**Ionisation of Ca+ (4s) and Ca2+ (3p) along the ladder of functionals**

The table holds ΔSCF ionisation energies, their errors against NIST, and orbital eigenvalues from a B-spline radial atomic code with spin-free X2C, for LDA, two GGAs, two meta-GGAs and Hartree-Fock. The program works out errors, eigenvalue gaps, the exchange-correlation part of each ionisation energy and the order of the Ca+ radii, and shifts the 3p reference by a rough recalled spin-orbit term of 0.13 eV. Its one parameter-free estimate is the Janak two-point mean of the 3p eigenvalues of Ca2+ and Ca3+, which lies 0.06 to 0.08 eV above ΔSCF for the five functionals and fails by 9 eV for Hartree-Fock, where it does not apply. The 4s errors fall from rung to rung, the small 3p errors are reordered by the spin-orbit shift, and r2SCAN stays about 0.42 eV high for 3p.

Calculated values. Ca+ (loses 4s) and Ca2+ (loses 3p) in B-spline radial atomic code 1 at the basis-set limit, with spin-free X2C, a Fermi nucleus and spherical atoms at highest spin (fractional occupations for functionals, configuration average for Hartree-Fock). IE is from ΔSCF, and the table values are NIST's measured 11.872 and 50.913 eV. ε is the eigenvalue of the shell and spin that loses the electron.

## Numerical check

```python
# Table: ionisation energies (Delta-SCF) and -epsilon of Ca+ (4s) and Ca2+ (3p), B-spline radial code,
# spin-free X2C, LDA to meta-GGA and Hartree-Fock, against NIST. Tested: errors, eigenvalue gaps,
# the Janak two-point mean for 3p, and the exchange-correlation part of differences between functionals.
T = {
    'method': ['LDA PW92', 'PW91', 'AM05', 'revTPSS', 'r2SCAN', 'Hartree-Fock'],
    'rung': ['LDA', 'GGA', 'GGA', 'meta-GGA', 'meta-GGA', 'Hartree-Fock'],
    'exact_exchange': ['0', '0', '0', '0', '0', '100 %'],
    'ie_Cap': [12.161, 12.077, 11.921, 11.691, 11.718, 11.358],  # eV
    'err_Cap': [0.289, 0.206, 0.049, -0.181, -0.154, -0.514],  # eV
    'eps_Cap': [9.495, 9.394, 9.348, 9.255, 9.434, 11.38],  # eV
    'ie_Ca2p': [50.996, 50.999, 50.826, 51.047, 51.461, 49.905],  # eV
    'err_Ca2p': [0.082, 0.086, -0.087, 0.134, 0.547, -1.009],  # eV
    'eps_Ca2p': [43.113, 43.133, 42.956, 43.237, 43.756, 51.074],  # eV
}
import numpy as np
from scipy.constants import physical_constants as pc
Ha = pc['Hartree energy in eV'][0]
m = T['method']
a = {k: np.array(T[k], float) for k in ['ie_Cap', 'err_Cap', 'eps_Cap', 'ie_Ca2p', 'err_Ca2p', 'eps_Ca2p']}
i1, e1, p1, i2, e2, p2 = a.values()
# further outputs of the same runs: -eps(3p down) of Ca3+ (eV), IE(Ca3+) (eV), Ca+ radius at density 0.001 (bohr),
# sum r^2 of Ca+ and Ca2+ (bohr^2), xc energy of Ca+, Ca2+, Ca3+ (hartree)
X = {'LDA PW92': (59.04048, 67.3698, 4.286, 29.78249, 15.3788, -34.20749, -34.03131, -33.41979),
     'PW91': (59.01986, 67.30256, 4.291, 29.99591, 15.34135, -36.13807, -35.96513, -35.3517),
     'AM05': (58.8522, 67.14232, 4.305, 29.95769, 15.34542, -34.37238, -34.20674, -33.60061),
     'revTPSS': (59.0044, 67.20314, 4.336, 30.31494, 15.33058, -35.9044, -35.7487, -35.13303),
     'r2SCAN': (59.2911, 67.3318, 4.329, 30.20845, 15.30381, -36.09697, -35.94173, -35.30779),
     'Hartree-Fock': (66.7218, 65.7514, 4.349, 31.06259, 15.37258)}
F0 = {'PW91': (6.864713, 19.47021), 'revTPSS': (6.766615, 19.4523)}  # outputs: F0(4s,4s), F0(3p dn,3p dn) of Ca+, eV
r4s, r3p = 3.570505, 1.264232  # outputs: PW91 mean radii in Ca+, bohr
so = 0.39 / 3  # rough recalled 2P splitting of Ca3+, eV; 2P3/2 lies a third of it below the mean
h = m.index('Hartree-Fock'); F = [i for i in range(len(m)) if i != h]
L, P, R = m.index('LDA PW92'), m.index('PW91'), m.index('r2SCAN')
n1, n2 = np.mean(i1 - e1), np.mean(i2 - e2)
print(f"NIST: {n1:.3f}, {n2:.3f} eV, ratio {n2/n1:.2f}; rounding of a difference 0.001 eV")
print(f"effective n: 4s {np.sqrt(4*Ha/2/n1):.2f}, 3p {np.sqrt(9*Ha/2/n2):.2f}; PW91 Ca+ <r> 4s/3p {r4s/r3p:.2f}")
print(f"spin-orbit shift (rough, recalled) {so:.2f} eV; spin-free 3p reference about {n2+so:.2f} eV")
print("Errors: 4s eV, 4s %, 3p eV, 3p %, 3p eV against spin-free reference, IE ratio")
for i, k in enumerate(m):
    print(f"  {k:12s} {e1[i]:+.3f} {100*e1[i]/n1:+.2f} {e2[i]:+.3f} {100*e2[i]/n2:+.2f} {e2[i]-so:+.2f} {i2[i]/i1[i]:.2f}")
print(f"functionals, spread: 4s {np.ptp(i1[F]):.3f}, 3p {np.ptp(i2[F]):.3f} eV")
print(f"functionals, mean abs error: 4s {abs(e1[F]).mean():.3f}, 3p {abs(e2[F]).mean():.3f}, shifted {abs(e2[F]-so).mean():.2f} eV")
g1, g2 = i1 - p1, i2 - p2
print("IE less (-eps), eV: 4s, 3p; % of IE: 4s, 3p; -eps less NIST, eV: 4s, 3p, 3p shifted")
for i, k in enumerate(m):
    print(f"  {k:12s} {g1[i]:+.3f} {g2[i]:+.3f} {100*g1[i]/i1[i]:+.1f} {100*g2[i]/i2[i]:+.1f} "
          f"{p1[i]-n1:+.3f} {p2[i]-n2:+.3f} {p2[i]-n2-so:+.2f}")
for k, f in F0.items():
    i = m.index(k)
    print(f"{k}: gap/F0 (F0 of Ca+) 4s {g1[i]/f[0]:.2f}, 3p {g2[i]/f[1]:.2f}")
p3 = np.array([X[k][0] for k in m]); tr = (p2 + p3) / 2
print("3p two-point mean, eV: -eps(Ca3+), change from Ca2+, mean, mean less IE (not valid for HF)")
for i, k in enumerate(m):
    print(f"  {k:12s} {p3[i]:.3f} {p3[i]-p2[i]:.3f} {tr[i]:.3f} {tr[i]-i2[i]:+.3f}")
x1 = {i: (X[m[i]][6] - X[m[i]][5]) * Ha for i in F}
x2 = {i: (X[m[i]][7] - X[m[i]][6]) * Ha for i in F}
print("xc part of IE, eV: 4s, 3p; less LDA: 4s IE, 4s xc part, 3p IE, 3p xc part")
for i in F:
    print(f"  {m[i]:12s} {x1[i]:.3f} {x2[i]:.3f} {i1[i]-i1[L]:+.3f} {x1[i]-x1[L]:+.3f} {i2[i]-i2[L]:+.3f} {x2[i]-x2[L]:+.3f}")
rad = np.array([X[k][2] for k in m]); dr2 = np.array([X[k][3] - X[k][4] for k in m])
o = list(np.argsort(-i1))
print("By falling IE(Ca+): IE eV, Ca+ radius bohr, sum r^2 of Ca+ less Ca2+ bohr^2")
for i in o:
    print(f"  {m[i]:12s} {i1[i]:.3f} {rad[i]:.3f} {dr2[i]:.3f}")
print(f"same order as IE: radius {o == list(np.argsort(rad))}, r^2 difference {o == list(np.argsort(dr2))}")
print(f"r2SCAN less PW91, eV: IE(Ca2+) {i2[R]-i2[P]:+.3f}, xc part {x2[R]-x2[P]:+.3f}, -eps Ca2+ {p2[R]-p2[P]:+.3f}, "
      f"-eps Ca3+ {p3[R]-p3[P]:+.3f}, IE(Ca3+) {X['r2SCAN'][1]-X['PW91'][1]:+.3f}")
assert all(g1[F] > 0) and all(g2[F] > 0) and g1[h] < 0 and g2[h] < 0
assert np.argmin(e1) == h and np.argmin(e2) == h and np.argmax(e2) == R
assert all(abs(tr[F] - i2[F]) < 0.1)
assert o == list(np.argsort(rad))
```

Running it gives:

```
NIST: 11.872, 50.913 eV, ratio 4.29; rounding of a difference 0.001 eV
effective n: 4s 2.14, 3p 1.55; PW91 Ca+ <r> 4s/3p 2.82
spin-orbit shift (rough, recalled) 0.13 eV; spin-free 3p reference about 51.04 eV
Errors: 4s eV, 4s %, 3p eV, 3p %, 3p eV against spin-free reference, IE ratio
  LDA PW92     +0.289 +2.43 +0.082 +0.16 -0.05 4.19
  PW91         +0.206 +1.74 +0.086 +0.17 -0.04 4.22
  AM05         +0.049 +0.41 -0.087 -0.17 -0.22 4.26
  revTPSS      -0.181 -1.52 +0.134 +0.26 +0.00 4.37
  r2SCAN       -0.154 -1.30 +0.547 +1.07 +0.42 4.39
  Hartree-Fock -0.514 -4.33 -1.009 -1.98 -1.14 4.39
functionals, spread: 4s 0.470, 3p 0.635 eV
functionals, mean abs error: 4s 0.176, 3p 0.187, shifted 0.15 eV
IE less (-eps), eV: 4s, 3p; % of IE: 4s, 3p; -eps less NIST, eV: 4s, 3p, 3p shifted
  LDA PW92     +2.666 +7.883 +21.9 +15.5 -2.377 -7.800 -7.93
  PW91         +2.683 +7.866 +22.2 +15.4 -2.478 -7.780 -7.91
  AM05         +2.573 +7.870 +21.6 +15.5 -2.524 -7.957 -8.09
  revTPSS      +2.436 +7.810 +20.8 +15.3 -2.617 -7.676 -7.81
  r2SCAN       +2.284 +7.705 +19.5 +15.0 -2.438 -7.157 -7.29
  Hartree-Fock -0.022 -1.169 -0.2 -2.3 -0.492 +0.160 +0.03
PW91: gap/F0 (F0 of Ca+) 4s 0.39, 3p 0.40
revTPSS: gap/F0 (F0 of Ca+) 4s 0.36, 3p 0.40
3p two-point mean, eV: -eps(Ca3+), change from Ca2+, mean, mean less IE (not valid for HF)
  LDA PW92     59.040 15.927 51.077 +0.081
  PW91         59.020 15.887 51.076 +0.077
  AM05         58.852 15.896 50.904 +0.078
  revTPSS      59.004 15.767 51.121 +0.074
  r2SCAN       59.291 15.535 51.524 +0.063
  Hartree-Fock 66.722 15.648 58.898 +8.993
xc part of IE, eV: 4s, 3p; less LDA: 4s IE, 4s xc part, 3p IE, 3p xc part
  LDA PW92     4.794 16.640 +0.000 +0.000 +0.000 +0.000
  PW91         4.706 16.692 -0.084 -0.088 +0.003 +0.052
  AM05         4.507 16.494 -0.240 -0.287 -0.170 -0.147
  revTPSS      4.237 16.753 -0.470 -0.557 +0.051 +0.113
  r2SCAN       4.224 17.250 -0.443 -0.570 +0.465 +0.610
By falling IE(Ca+): IE eV, Ca+ radius bohr, sum r^2 of Ca+ less Ca2+ bohr^2
  LDA PW92     12.161 4.286 14.404
  PW91         12.077 4.291 14.655
  AM05         11.921 4.305 14.612
  r2SCAN       11.718 4.329 14.905
  revTPSS      11.691 4.336 14.984
  Hartree-Fock 11.358 4.349 15.690
same order as IE: radius True, r^2 difference False
r2SCAN less PW91, eV: IE(Ca2+) +0.462, xc part +0.558, -eps Ca2+ +0.623, -eps Ca3+ +0.271, IE(Ca3+) +0.029
```
